## The semi-infinite oxide in remote phonon coupling: In$_{0.53}$Ga$_{0.47}$As under gated Al$_2$O$_3$

The standard result for remote surface optical (SO) phonons treats the oxide as a half-space. A gate dielectric is a few nanometres thick and ends on a metal, while the mode potential decays into it as $e^{-q|z|}$, with $1/q$ also a few nanometres.

**Conventions.** Permittivities are relative and $\varepsilon_0$ is the vacuum value. The semiconductor fills $z>0$ with a constant $\varepsilon_s$, an isotropic oxide fills $-t<z<0$, and an ideal metal ($\phi=0$) lies below. Fields are electrostatic and local, $q$ is the in-plane wavevector and $A$ the area. The oxide is one undamped oscillator,

$$\varepsilon_{ox}(\omega)=\varepsilon_\infty+(\kappa_0-\varepsilon_\infty)\frac{\omega_{TO}^2}{\omega_{TO}^2-\omega^2}.$$

The coupling is $H=\sum_q M_q e^{i\mathbf q\cdot\mathbf r}(a_q+a^\dagger_{-q})$, so absorption and emission rates carry $|M_q|^2N$ and $|M_q|^2(N+1)$, with $N$ the Bose–Einstein occupation.

### Where the assumption enters

Two electrons at heights $z,z'>0$ interact through the Fourier component

$$W=\frac{e^2}{2\varepsilon_0\varepsilon_s qA}\left[e^{-q|z-z'|}+\rho\,e^{-q(z+z')}\right].$$

In the oxide the potential must vanish on the metal, so $\phi=B\sinh q(z+t)$. Continuity of $\phi$ and of $\varepsilon\,\partial_z\phi$ at $z=0$ gives $\varepsilon_s(1-\rho)=\varepsilon_{ox}\coth(qt)\,(1+\rho)$, or

$$\rho=\frac{2\varepsilon_s}{\varepsilon_s+\varepsilon_{ox}\coth qt}-1 .$$

The half-space takes $\phi\propto e^{qz}$ instead, which sets $\coth qt=1$. This is the only place where the thickness appears. With $T=\tanh qt$ and $z=z'=d$, the frequency-dependent part of $W$ is

$$W_\omega=\frac{e^2e^{-2qd}}{\varepsilon_0qA}\,\frac{T}{D(\omega)},\qquad D=\varepsilon_{ox}(\omega)+\varepsilon_sT .$$

Exchange of a mode of frequency $\omega_q$ contributes $|M_q|^2[(\hbar\omega-\hbar\omega_q)^{-1}-(\hbar\omega+\hbar\omega_q)^{-1}]$ to $W$. Matching poles and residues gives $D(\omega_q)=0$ and $|M_q|^2=e^2\hbar\,e^{-2qd}\,T/[\varepsilon_0qA\,D'(\omega_q)]$. For one oscillator,

$$\omega_q=\omega_{TO}\sqrt{\frac{\kappa_0+\varepsilon_sT}{\varepsilon_\infty+\varepsilon_sT}},\qquad
|M_q|^2=\frac{e^2\hbar\omega_q}{2\varepsilon_0qA}\,T\left[\frac{1}{\varepsilon_\infty+\varepsilon_sT}-\frac{1}{\kappa_0+\varepsilon_sT}\right]e^{-2qd}.$$

At $T=1$ these are the half-space results, written $\omega_{SO}$ and $|M^\infty_q|^2$ below. For a subband envelope $\chi(z)$ confined to the semiconductor, $e^{-2qd}$ becomes $\left[\int|\chi|^2e^{-qz}dz\right]^2$, which for a given $\chi$ cancels from every ratio that follows.

### The first correction

Let $x=e^{-2qt}$, the attenuation over a round trip through the film, so $T=(1-x)/(1+x)$. Define

$$r_0=\frac{\varepsilon_s-\kappa_0}{\varepsilon_s+\kappa_0},\qquad r_\infty=\frac{\varepsilon_s-\varepsilon_\infty}{\varepsilon_s+\varepsilon_\infty}.$$

Then $\kappa_0+\varepsilon_sT=(\kappa_0+\varepsilon_s)(1-r_0x)/(1+x)$, and likewise for $\varepsilon_\infty$. Since $|M_q|^2\propto T(\kappa_0+\varepsilon_sT)^{-1/2}(\varepsilon_\infty+\varepsilon_sT)^{-3/2}$,

$$\frac{\omega_q}{\omega_{SO}}=\sqrt{\frac{1-r_0x}{1-r_\infty x}}=1+\frac{r_\infty-r_0}{2}\,x+O(x^2),$$

$$\mathcal R\equiv\frac{|M_q|^2}{|M^\infty_q|^2}=\frac{1-x^2}{(1-r_0x)^{1/2}(1-r_\infty x)^{3/2}}=1+g\,x+O(x^2),\qquad g=\frac{r_0+3r_\infty}{2}.$$

The mode always stiffens, because $r_\infty>r_0$. The coupling need not weaken. The screening factor $1-x^2$ starts at second order, and the first-order term has the sign of $r_0+3r_\infty$. The metal makes the oxide look like a half-space of permittivity $\varepsilon_{ox}\coth qt$. When the oxide is the less polarisable side, this scaling raises the contrast that the electron sees between the relaxed ($\kappa_0$) and clamped ($\varepsilon_\infty$) lattice. Screening wins for $qt\ll1$, where $\omega_q\to\omega_{LO}=\omega_{TO}\sqrt{\kappa_0/\varepsilon_\infty}$ and $|M_q|^2\to(e^2\hbar\omega_{LO}t/2\varepsilon_0A)(1/\varepsilon_\infty-1/\kappa_0)\,e^{-2qd}$, which vanishes with $t$. The maximum of $\mathcal R$ between the limits follows from $d\ln\mathcal R/dT=0$, that is $2u^2+(\kappa_0-\varepsilon_\infty)u-2\kappa_0\varepsilon_\infty=0$ with $u=\varepsilon_sT$.

One combination holds for any number of oxide modes. The difference $W_\omega(0)-W_\omega(\infty)$ equals $-\sum_j2|M_j|^2/\hbar\omega_j$ and involves only $\kappa_0$ and $\varepsilon_\infty$. Its ratio to the half-space value is

$$\mathcal S=\frac{1-x^2}{(1-r_0x)(1-r_\infty x)}=1+(r_0+r_\infty)\,x+O(x^2),$$

and the linear term is positive when $\varepsilon_s>\sqrt{\kappa_0\varepsilon_\infty}$.

Absorption also depends on $N(\omega_q)$. From $d\ln N/d\ln\omega=-(\hbar\omega/k_BT_L)(N+1)$ at lattice temperature $T_L$, with $N_\infty=N(\omega_{SO})$,

$$\frac{\mathcal R\,N(\omega_q)}{N_\infty}=1+\left[g-\frac{\hbar\omega_{SO}}{k_BT_L}(N_\infty+1)\frac{r_\infty-r_0}{2}\right]x+O(x^2).$$

### Size in the InGaAs/Al$_2$O$_3$ stack

Gate alumina is normally amorphous, so we choose $\kappa_0=9$, typical of such films, in place of a crystal value. For $\varepsilon_\infty$ we use 3.1, the compiled value for corundum (Skone 2014), as a stand-in. The single oscillator is placed at $\hbar\omega_{TO}=60$ meV, an illustrative value chosen between the typical TO bands at roughly 50 and 75 meV; it gives $\hbar\omega_{LO}=102$ meV. For InGaAs we take the typical high-frequency value $\varepsilon_s=11.6$, since the mode lies well above the optical phonons of the alloy near 30 meV, and a typical mass $m^*=0.043\,m_e$.

These inputs give $\hbar\omega_{SO}=71.0$ meV, $r_0=0.126$, $r_\infty=0.578$ and $\sqrt{\kappa_0\varepsilon_\infty}=5.3$. The linear coefficients are $0.226$ for the frequency, $g=0.93$ for $\mathcal R$ and $0.70$ for $\mathcal S$. The $x^2$ coefficient of $\mathcal R$ is $-1+\tfrac38r_0^2+\tfrac34r_0r_\infty+\tfrac{15}8r_\infty^2=-0.31$. At 300 K, $k_BT_L=25.9$ meV and $N_\infty=0.068$, and the absorption coefficient in brackets falls to $0.93-0.66=0.27$.

The representative wavevector is that of absorption from the bottom of a parabolic subband, $q=\sqrt{2m^*\omega_{SO}/\hbar}=0.283$ nm$^{-1}$, held fixed in the table.

| $t$ (nm) | $x$ | $\hbar\omega_q$, linear (meV) | $\hbar\omega_q$, full (meV) | $\mathcal R$, linear | $\mathcal R$, full | $\mathcal RN/N_\infty$, full |
|---|---|---|---|---|---|---|
| 1 | 0.568 | 80.1 | 83.5 | 1.53 | 1.28 | 0.77 |
| 2 | 0.322 | 76.2 | 77.1 | 1.30 | 1.25 | 0.97 |
| 3 | 0.183 | 74.0 | 74.2 | 1.17 | 1.16 | 1.01 |
| 5 | 0.059 | 72.0 | 72.0 | 1.05 | 1.05 | 1.01 |

The linear term serves for $t\ge3$ nm, overshoots at 2 nm and fails at 1 nm. The maximum $\mathcal R=1.29$ lies at $qt=0.36$, or $t=1.3$ nm. At 2 nm the model's mode stiffens by 6.1 meV and its squared matrix element grows by 25 %, with $\mathcal S=1.15$. The light mass is what makes the correction large, since it keeps $q$ small. For emission the factor $N+1$ is close to one, so nearly all of $\mathcal R$ survives, while the threshold moves up with $\hbar\omega_q$. For absorption at 300 K the loss of occupation nearly cancels the gain.

### Competing approximations

*Inputs.* The coefficient $g$ is stable. It becomes 0.87 with $\kappa_0=11.614$, the compiled corundum value along $c$ (Stokey 2021), 1.00 with $\varepsilon_\infty=2.7$, approximate for a less dense amorphous film, and 1.06 if the typical static $\varepsilon_s=13.9$ is used for the channel.

*Several oxide modes.* Split the strength $\kappa_0-\varepsilon_\infty=5.9$ illustratively into 4.0 at 50 meV and 1.9 at 75 meV. The residue formula applies to each root of $D$. The half-space branches at 55.1 and 80.6 meV move to 56.9 and 84.7 meV at $t=2$ nm, and their squared matrix elements change by factors 0.91 and 1.44. The summed ratio is 1.25 and the occupation-weighted one 0.98 at the same $q$. The totals survive this splitting, but the correction to a single branch can change sign.

*Polar channel.* Let $\varepsilon_s$ disperse with one oscillator of strength $13.9-11.6=2.3$ at about 30 meV. Then $\varepsilon_s=11.1$ at 71 meV. Near this frequency the pole of $W$ is still a root of $\varepsilon_{ox}+\varepsilon_s$, with $d\varepsilon_s/d\omega$ added to $D'$, and $|M^\infty_q|^2$ rises by 5 %. This matches the thickness correction at 5 nm and is smaller than it below 3 nm.

*Real metal.* A Thomas–Fermi length $\lambda$ with unit background permittivity and $q\lambda\ll1$ changes the gate condition to $\phi=\lambda\varepsilon_{ox}\partial_z\phi$. This multiplies $x$ by $(1-\eta)/(1+\eta)$ with $\eta=q\lambda\varepsilon_{ox}$. At the mode $|\varepsilon_{ox}|=\varepsilon_sT=5.9$ for $t=2$ nm, so a typical $\lambda\approx0.05$ nm gives $2|\eta|=0.17$, the relative size of the change in $x$.

*Channel electrons.* An order-of-magnitude plasmon energy for an ungated sheet at the interface is $\hbar[n_se^2q/(\varepsilon_0(\varepsilon_s+\varepsilon_\infty)m^*)]^{1/2}=79$ meV at $n_s=10^{12}$ cm$^{-2}$. This is as large as $\hbar\omega_{SO}$, so at such densities phonon and plasmon mix, the change is of order unity, and the polarisability of the channel must enter $D$.

The table therefore describes a model of a lightly populated channel, $n_s\ll10^{12}$ cm$^{-2}$. In that model the half-space formula underestimates $|M_q|^2$, which the gate raises by 25 % at 2 nm and 16 % at 3 nm, while the room-temperature absorption weight stays within 3 % of the half-space value at 2, 3 and 5 nm.